A crystal of ZnO in the wurtzite form is set at eleven volumes. Its shape is kept, so the cell edges change in the same proportion; the atoms inside were relaxed with the r2SCAN functional, and bond lengths follow the edges closely. The band gap is the energy between the highest filled and the lowest empty electron state. The least direct gap is the same energy for two states of equal wave vector; here the two gaps agree in every row. The shortest distance, d below, is that between Zn and O neighbours.

Wurtzite ZnO in Ansatz 0.2.0, with the PBE functional, plane waves and PAW potentials, without spin polarisation or spin–orbit coupling, at atomic positions relaxed with r2SCAN. The cutoff is 420 eV, the k mesh 12×12×6 and the Fermi–Dirac smearing width 0.02 eV. Gaps are the least found over the mesh, the named k points and any paths between them.

```
volume (Å³/atom)     c/a  shortest distance (Å)  band gap (eV)  least direct gap (eV)
          10.448  1.6106                  1.892          0.976                  0.976
          10.778  1.6106                  1.911          0.935                  0.935
          11.115  1.6106                  1.931          0.893                  0.893
          11.459  1.6106                  1.951          0.850                  0.850
          11.809  1.6107                  1.970          0.808                  0.808
          12.167  1.6106                  1.990          0.766                  0.766
          12.532  1.6107                  2.010          0.722                  0.722
          12.717  1.6106                  2.020          0.700                  0.700
          12.904  1.6106                  2.029          0.678                  0.678
          12.987  1.6106                  2.034          0.668                  0.668
          13.284  1.6106                  2.049          0.634                  0.634
```

(a) Atoms pushed together overlap more, and overlap broadens energy levels into bands. What does this suggest for the gap under compression, and does the calculation agree?

Solution. If two bands broaden about fixed centres, their facing edges approach and the gap narrows. The calculation shows the reverse: the gap is 0.634 eV in the largest cell and 0.976 eV in the smallest. Each step of compression opens it, by roughly 0.04 eV for one percent of length.

The flaw, according to standard bonding theory, lies in the fixed centres. The lowest empty state of ZnO is mostly Zn 4s, mixed out of phase with O 2s, which makes it antibonding. Shorter bonds push such a state up. The highest filled state is mostly O 2p and does not rise as much, so the gap opens. For a related compound, the thing to ask is therefore which of the two states rises faster as the bonds shorten. An antibonding lowest empty state opens the gap only if it outruns the highest filled one.

(b) In the simplest model with the right sign, the crystal acts like an electron in a box, whose level spacings grow as 1/(length)². Take the gap of the smallest cell and predict that of the largest.

Solution. Length goes as the cube root of volume, so

gap = 0.976 eV × (10.448/13.284)^(2/3) = 0.976 eV × 0.852 ≈ 0.83 eV

The predicted fall is 0.14 eV, against a computed fall of 0.34 eV. A box has only kinetic energy, whereas a crystal also has atomic level differences that do not shrink or grow with d in this way.

This verdict on size holds for the PBE gap, which is much too small. The measured gap is roughly 3.4 eV (a rough recalled value), and the same formula would then give a fall of about 0.5 eV. A fairer test should not depend on the absolute gap.

(c) Let the gap contain a part that does not depend on distance:

gap = C + A/d², with A positive

Compare the fall of the gap over two equal stretches of the bond, from 1.892 to 1.931 Å and from 2.010 to 2.049 Å. Can this model be right, and if not, what has to be added?

Solution. The constant C cancels in each difference, and with it any constant error in the gap. What remains is the slope, −2A/d³, which weakens as the crystal expands. The second fall should thus be 0.84 times the first. An electrostatic term in 1/d would give 0.89, and any other positive term that fades as an inverse power of d also flattens.

The computed falls are 83 meV and then 88 meV, where the model allows only 0.84 × 83 ≈ 70 meV for the second. The curve steepens on expansion, so a single opening term of this kind fails. If the gap is to remain a constant plus inverse powers of d, a further term must work against the opening and fade faster with distance. The first stretch lies at pressures where real ZnO would leave the wurtzite form, so the comparison describes this one structure held in place.

Theory offers a candidate. The filled Zn 3d states lie below the O 2p states and repel them upwards, which raises the top of the valence band and narrows the gap. The coupling between p and d states falls off roughly as 1/d^3.5. The upward push goes as the coupling squared divided by the energy separation; with that separation held fixed, it goes as 1/d⁷:

gap = C + A/d² − B/d⁷

Following the curve both ways shows how this bends it. Under compression the steep term gains on the opening term, without overtaking it in this range, and holds the gap back. On expansion it dies away first, and the opening term acts with less hindrance. Within the range of the table the gap then changes faster in the stretched crystal, although both interactions are weaker there. This does not go on for ever, since the opening term fades as well: in the fit described next, the curve is steepest near the stretched end of the table and flattens from there on.

Fitted to all eleven rows, this form misses the gap by 0.5 meV (root mean square), against 4.6 meV without the steep term. It has one more constant, and other smooth curves could follow so gentle a bend, so A, B and C should not be read as strengths of real interactions. The bend calls for an opposing term only within sums of inverse powers; that such a term comes from the 3d states is an inference from theory. PBE places these states too close to O 2p, which exaggerates their push and tends to make the computed opening too weak. If they do cause the bend, PBE may exaggerate that too. The output below gives both fits and the comparison of the two stretches, listed there by strain, which is the change of length from the cell of 11.809 Å³/atom.

The analysis program printed:

```
fit of band_gap on 11 rows: constant -1.334 +/- 0.029, coefficient of x2 2.136 +/- 0.029; rms 0.00456, worst 10.448 0.00808, leave-one-out rms 0.0061
fit of band_gap on 11 rows: constant -2.527 +/- 0.047, coefficient of x2 3.808 +/- 0.066, coefficient of x7 -0.4729 +/- 0.019; rms 0.000505, worst 12.167 -0.00105, leave-one-out rms 0.000721
fall of the gap over the whole series, eV: 0.342
fall if the whole gap scaled as 1/d^2, eV: 0.1444
apparent power n if the gap is forced to run as 1/d^n: 5.389
fall of the gap from -4 to -2 % strain, meV: 83
fall of the gap from +2 to +4 % strain, meV: 88
ratio of these falls, expanded to compressed: 1.06
same ratio for any A/d^2 + constant: 0.8351
same ratio for any A/d + constant: 0.8868
one-term fit less computed gap at the smallest volume, meV: 8.077
one-term fit less computed gap at zero strain, meV: -5.642
one-term fit less computed gap at the largest volume, meV: 7.133
gap change per unit of ln V from -4 to -2 % strain, eV: -1.341
gap change per unit of ln V from +2 to +4 % strain, eV: -1.51
gap opening per pressure between 12.167 and 12.532 A^3/atom, meV/GPa: 11.63
gap opening per pressure between 10.448 and 10.778 A^3/atom, meV/GPa: 5.506
bulk modulus between 12.167 and 12.532 A^3/atom, GPa: 128
bulk modulus between 10.448 and 10.778 A^3/atom, GPa: 239.5
volume at zero PBE pressure, A^3/atom: 12.33
drop of the raw valence top over the series (no common zero), eV: 3.676
```
